**A false plateau in the pressure of Al$_3$Cu at low plane-wave cutoff**

At 200 and 250 eV the plane-wave basis fails badly for this distorted Al$_3$Cu cell, and the pressure hides the failure. Between 200 and 250 eV the pressure moves by only 0.18 GPa, as if converged, while both values lie 2.6 to 2.8 GPa above the 600 eV result. The energy, which is bounded from below, exposes the same two rows at once.

Ansatz 0.2.0, PBEsol without spin polarisation, PAW datasets made for PBE; single points on one distorted 4-atom Al$_3$Cu cell with an 8×8×8 k mesh and Gaussian smearing of 0.1 eV. The reference is the run at a wave cutoff of 600 eV, and energies are taken at zero smearing. Pressure is positive in compression and corrected for the finite cutoff.

```
wave cutoff  energy less reference (meV per atom)  pressure less reference (GPa)  largest force change (eV/Å)  pressure (GPa)
     200 eV                                4049.4                          2.640                        0.212           2.928
     250 eV                                 709.1                          2.824                        0.090           3.112
     300 eV                                  94.6                          0.466                        0.033           0.754
     350 eV                                   9.6                          0.048                        0.006           0.336
     420 eV                                   0.9                          0.001                        0.000           0.289
```

## What is compared

Every row is a PBEsol single point on the same atoms, and each error is taken against the run at 600 eV, whose own error is untested. The pressure is positive in compression, and the force column is the largest change of any Cartesian component. The density cutoff is four times the wave cutoff throughout, so the errors combine both truncations. All runs are metallic with zero moment imposed and show no sign of a change of state. The printed analysis follows the text.

## The energy falls in one direction

The wave cutoff $E_c=\hbar^2k_{\max}^2/2m$ fixes the shortest wavelength in the basis, 0.87 Å at 200 eV and 0.60 Å at 420 eV. A higher cutoff adds waves and removes none, so the variational principle argues for an error that is positive and shrinks. The table agrees in every row, although the moving density cutoff makes the argument less than strict.

A useful picture is the Fourier series of a narrow Gaussian peak on a smooth background. The background needs few terms, and the peak alone decides when the series converges. The 28 electrons fit three per Al and 19 on Cu, so the compact Cu 3s, 3p and 3d functions are the likely peak; this is standard physics, but these runs do not test it element by element. The practical rule is that the most compact valence function in the cell, as shaped by its PAW dataset, sets the cutoff.

The analogy suggests the cause but does not give the rate. The weight of one Gaussian beyond the cutoff would fall almost exponentially in $E_c$, with a nearly constant number of e-folds per 50 eV. The energy error gives 1.74, 2.01 and 2.29 e-folds and then slows to 1.69, so extrapolating from the low rows with a single exponential is unsafe.

## Forces have no bound

At 200 eV the energy of the cell is 16.2 eV too high, yet no force component is off by more than 0.212 eV/Å. Theory explains the contrast: plane waves are not tied to atoms, and an error in the compact functions travels with its atom and costs nearly the same wherever the atom sits. The force feels only the part that depends on the surroundings. That part is still 26 % of the largest reference force at 200 eV.

A derivative of the energy has no variational bound, so its error can take either sign. The $y$ force on atom 4 is $+0.123$ eV/Å at the reference, $-0.089$ at 200 eV and $+0.213$ at 250 eV. The lowest cutoff pushes this atom the wrong way, and the next one overshoots.

## The pressure is a small remainder of a large term

A stress formula strains the cell with the number $N$ of plane waves fixed. Since $N\propto Vk_{\max}^3$, this means $E_c\propto V^{-2/3}$ for volume $V$: compression raises the effective cutoff and lowers the energy spuriously. Differentiating $E(V,E_c)$ along that path gives

$$P_N=P_{E_c}+\frac{2}{3V}\frac{\partial E}{\partial\ln E_c}=P_{E_c}-\frac{2\,n\,\Delta E}{3V},$$

with $\Delta E$ the energy error and $n=-\partial\ln\Delta E/\partial\ln E_c$ its local exponent. The second term is the Pulay pressure, and it is negative.

The estimate has no adjustable parameter, and $n$ comes from the energies of the neighbouring rows. At 300 eV, per atom,

$$-\frac{2}{3}\,\frac{13.1\times0.0946\ \text{eV}}{14.94\ \text{Å}^3}=-0.055\ \text{eV/Å}^3\approx-9\ \text{GPa}.$$

The tabulated error there is $+0.47$ GPa, about 5 % of that size and of opposite sign. The pressures are already corrected for the finite cutoff, so the column shows what the correction leaves.

From 250 to 350 eV the remainder stays at 5 to 6 % of the estimated raw term and shrinks with it. At 200 eV the term is of order hundreds of GPa, an order-of-magnitude figure from a one-sided slope, and the proportion breaks down to about 1 %. It is also lower at 420 eV, 0.7 %, where the pressure error is too small to interpret. The remainder may be an imperfect correction, and then it is a small difference of large terms. It may also be a true volume dependence of the basis error at fixed cutoff, and then it is a derivative without a bound. Neither has to vary monotonically, which leaves room for the plateau; these runs do not tell the two apart.

## How to recognise the failure

The stress components tell the two plateau rows apart. At 250 eV the error is mostly a common offset: the three diagonal errors agree within 0.03 GPa, and the shear errors stay near 0.2 GPa. At 200 eV the diagonal errors are $+1.2$, $+3.6$ and $+3.1$ GPa, and the mean is lower only because the $xx$ error is small.

The shape of the stress is wrong as well at the lowest cutoff. The difference $\sigma_{xx}-\sigma_{yy}$ is $-1.94$ GPa there against $+0.415$ GPa at the reference, while all higher rows have the right sign. The smaller pressure error at 200 eV therefore belongs to the worse calculation: its energy error is larger, and so are its largest force and shear errors. The runs up to 350 eV also raised a low-cutoff warning.

## What it costs

A positive pressure error would swell a relaxing cell. For an assumed bulk modulus of 90 GPa, the 2.8 GPa at 250 eV would amount to some 3 % in volume. A single small step in pressure is thus no test of convergence; energy, forces and stress components have to settle together.

Here that happens at 420 eV, where 0.9 meV per atom remains and the force and pressure errors against the reference are at the last printed digit. This convergence concerns the basis only. The reference pressure of 0.29 GPa averages stresses of both signs in an unrelaxed cell, and PAW datasets made for PBE may bias it in every row alike.

The analysis program printed:

```
Table rounding: energy 0.05 meV/atom (6% of last row), pressure 0.0005 GPa, force 0.0005 eV/A
Basis: cutoff eV | k_max 1/A | shortest wavelength A | plane waves per k point
  200 | 7.25 | 0.87 | 384
  250 | 8.10 | 0.78 | 536
  300 | 8.87 | 0.71 | 705
  350 | 9.58 | 0.66 | 888
  420 | 10.50 | 0.60 | 1168
  600 | 12.55 | 0.50 | 1994
Energy error per cell at 200 eV: 16.2 eV; first to last row ratio 4499
Steps: energy ratio | e-folds per 50 eV | power exponent | force ratio | energy step meV | pressure step GPa
  200-250 | 5.7 | 1.74 | 7.8 | 2.4 | -3340.3 | +0.184
  250-300 | 7.5 | 2.01 | 11.0 | 2.7 | -614.5 | -2.358
  300-350 | 9.9 | 2.29 | 14.8 | 5.5 | -85.0 | -0.418
  350-420 | 10.7 | 1.69 | 13.0 | 26.3 | -8.7 | -0.047
Raw Pulay estimate (order only; end rows one-sided): local exponent | raw GPa | pressure error GPa | % of raw | P*V/energy error
  200 | 7.8 | -2.3e+02 | +2.6398 | 1.2 | 0.06
  250 | 9.6 | -49 | +2.8240 | 5.8 | 0.37
  300 | 13.1 | -8.9 | +0.4661 | 5.3 | 0.46
  350 | 14.0 | -0.96 | +0.0475 | 4.9 | 0.46
  420 | 13.0 | -0.084 | +0.0005 | 0.7 | 0.06
Stress errors GPa: xx yy zz | spread of diagonal | largest shear error | xx-yy | xx-zz
  200 | +1.245 +3.596 +3.079 | 2.350 | 0.654 | -1.936 | +0.375
  250 | +2.837 +2.824 +2.811 | 0.026 | 0.218 | +0.428 | +2.235
  300 | +0.469 +0.411 +0.519 | 0.108 | 0.075 | +0.473 | +2.159
  350 | +0.042 +0.066 +0.035 | 0.031 | 0.028 | +0.391 | +2.216
  420 | +0.001 -0.000 +0.001 | 0.002 | 0.002 | +0.416 | +2.208
  600 eV values: xx +1.16 yy +0.75 zz -1.05, mean 0.288, xx-yy +0.415, xx-zz +2.209
Forces (largest at 600 eV 0.809 eV/A; atom 4 y +0.123): worst component, error | % of largest | rms | atom 4 y | Fermi shift meV
  200 | atom 4 y -0.2120 | 26.22 | 0.1051 | -0.089 | -88.9
  250 | atom 4 y +0.0898 | 11.10 | 0.0402 | +0.213 | -15.5
  300 | atom 2 x +0.0334 | 4.13 | 0.0157 | +0.140 | -4.4
  350 | atom 2 y -0.0061 | 0.75 | 0.0034 | +0.124 | +0.9
  420 | atom 2 x -0.0002 | 0.03 | 0.0001 | +0.123 | +0.5
Pressure error over 600 eV pressure: 200 eV 9.16, 250 eV 9.80, 300 eV 1.62, 350 eV 0.17, 420 eV 0.00
Valence count: 28 - 3x3 (Al) = 19 on Cu; occupied bands about 14
```
